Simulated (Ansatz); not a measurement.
MoPt₂: Boltzmann equation against the high-temperature formula — Ansatz, plane waves and PAW

Space group Immm (No. 71), 3 atoms in the cell of the first input below: a = 4.776 Å, b = 4.776 Å, c = 4.776 Å, α = 146.59°, β = 131.39°, γ = 60.27°.

The structure is a measured one, not always of the ambient phase, relaxed without spin–orbit coupling to zero pressure (pressure 0.0 GPa with this functional, without spin–orbit coupling). Functional: PBEsol.

Input:

```yaml
crystal:
  lattice:
    - [-1.373072609, 1.9656977059, 4.1307961459]
    - [1.373072609, -1.9656977059, 4.1307961459]
    - [1.373072609, 1.9656977059, -4.1307961459]
  atoms:
    - { symbol: Mo, position: [0.0, 0.0, 0.0] }
    - { symbol: Pt, position: [0.3365111597, 0.3365111597, 0.0] }
    - { symbol: Pt, position: [0.6634888403, 0.6634888403, 0.0] }
basis:
  ecutwfc: 420
  ecutrho_ratio: 4
kpoints:
  mp_grid: { grid: [14, 14, 14] }
hamiltonian:
  xc: pbesol
scf:
  occupations: { method: methfessel_paxton, width: 0.2 }
output: {}
phonons:
  supercell: [2, 2, 2]
  qpath:
    path:
      - [[0.0, 0.0, 0.0], [0.5, 0.5, -0.5], [0.27762228, 0.72237772, -0.27762228]]
      - [[-0.27762228, 0.27762228, 0.27762228], [0.0, 0.0, 0.0], [0.30661167, -0.30661167, 0.30661167]]
      - [[0.69338833, 0.30661167, -0.30661167], [0.5, 0.5, -0.5]]
      - [[0.0, 0.0, 0.0], [0.0, 0.5, 0.0], [0.25, 0.25, 0.25], [0.5, 0.0, 0.0], [0.0, 0.0, 0.0], [0.0, 0.0, 0.5], [0.25, 0.25, 0.25]]
    npoints: 6
  electrical_resistivity: { mesh: [28, 28, 28], temperatures: [50, 100, 200, 300, 500] }
  superconductivity: { mesh: [28, 28, 28], eliashberg_equations: false }
```

```bash
ansatz run input.yaml --threads 8 --pin off --max-ram 15360MiB --backend cpu --events-out ev --progress --plain --runs-dir out
```

Time: 55 min on 8 threads of Intel(R) Xeon(R) Processor @ 2.50GHz (Skylake/Cascade Lake) (shared host), peak memory 10 GiB.

λ_tr,xx from the finest mesh down: 0.932, 0.858, 0.747. The next coarser mesh moves the resistivity at 300 K by 10 % along the axis that moves most.

The run gives λ_tr,xx = 0.932 and a Drude plasma energy ħω_p,xx = 8.08 eV.

**Question.** Estimate the resistivity along x at 300 K from the high-temperature formula.

**Answer.** ħ/τ = 2π λ_tr k_B T = 0.1514 eV and ρ = 1/(ε0 ω_p² τ) = 17.24 μΩ cm. The Boltzmann solution gives 10.85 μΩ cm, so the estimate is 59 % high; λ_tr itself still moves by 8 % between the two finest meshes.

```json
{"T (K)": "50", "ρ_xx (μΩ cm)": "0.56", "ρ_yy (μΩ cm)": "1.03", "ρ_zz (μΩ cm)": "1.46", "formula, xx": "2.87", "R_H, field along x (10⁻¹¹ m³/C)": "35.8", "R_H, field along y (10⁻¹¹ m³/C)": "25.7", "R_H, field along z (10⁻¹¹ m³/C)": "45"}
{"T (K)": "100", "ρ_xx (μΩ cm)": "2.68", "ρ_yy (μΩ cm)": "4.97", "ρ_zz (μΩ cm)": "7.09", "formula, xx": "5.75", "R_H, field along x (10⁻¹¹ m³/C)": "32.8", "R_H, field along y (10⁻¹¹ m³/C)": "22.6", "R_H, field along z (10⁻¹¹ m³/C)": "38.9"}
{"T (K)": "200", "ρ_xx (μΩ cm)": "6.90", "ρ_yy (μΩ cm)": "13.01", "ρ_zz (μΩ cm)": "18.64", "formula, xx": "11.49", "R_H, field along x (10⁻¹¹ m³/C)": "31.7", "R_H, field along y (10⁻¹¹ m³/C)": "21.3", "R_H, field along z (10⁻¹¹ m³/C)": "36.8"}
{"T (K)": "300", "ρ_xx (μΩ cm)": "10.85", "ρ_yy (μΩ cm)": "20.46", "ρ_zz (μΩ cm)": "29.43", "formula, xx": "17.24", "R_H, field along x (10⁻¹¹ m³/C)": "31.6", "R_H, field along y (10⁻¹¹ m³/C)": "21", "R_H, field along z (10⁻¹¹ m³/C)": "36.5"}
{"T (K)": "500", "ρ_xx (μΩ cm)": "18.55", "ρ_yy (μΩ cm)": "34.72", "ρ_zz (μΩ cm)": "50.38", "formula, xx": "28.74", "R_H, field along x (10⁻¹¹ m³/C)": "31.9", "R_H, field along y (10⁻¹¹ m³/C)": "20.6", "R_H, field along z (10⁻¹¹ m³/C)": "36.2"}
```

R_H depends on the direction of the field. At 300 K the next coarser mesh moves R_H by up to 2 %.

At 50 K the solution is 0.19 times the linear formula, and at 500 K 0.65 times. The formula is meant for temperatures above the phonon energies and for bands that vary little within k_B T.

Caveats: no spin-orbit coupling, which matters for these elements; not converged in the fine mesh; small supercell, couplings not converged in it.

The gap between the Boltzmann solution and the formula has two parts. At low temperature the phonons freeze out and the remaining small-angle scattering relaxes the current poorly, so the resistivity falls much faster than linearly. Towards 500 K the solution is nearly linear, but its slope stays well below that of the formula, so phonon freezing alone can't explain the difference. Probably the scattering rate varies over the Fermi surface: the formula assigns one relaxation time to all carriers, whereas in the full solution the long-lived states carry more of the current. Band structure varying within the thermal window could act alongside this.

The resistivity rises from x to y to z at every temperature, in nearly fixed proportions above the lowest one. This suggests that the anisotropy comes mainly from the Fermi velocities of the d-derived bands. The positive Hall coefficients point to predominantly hole-like curvature, but with several sheets and anisotropic scattering they don't give a carrier density.
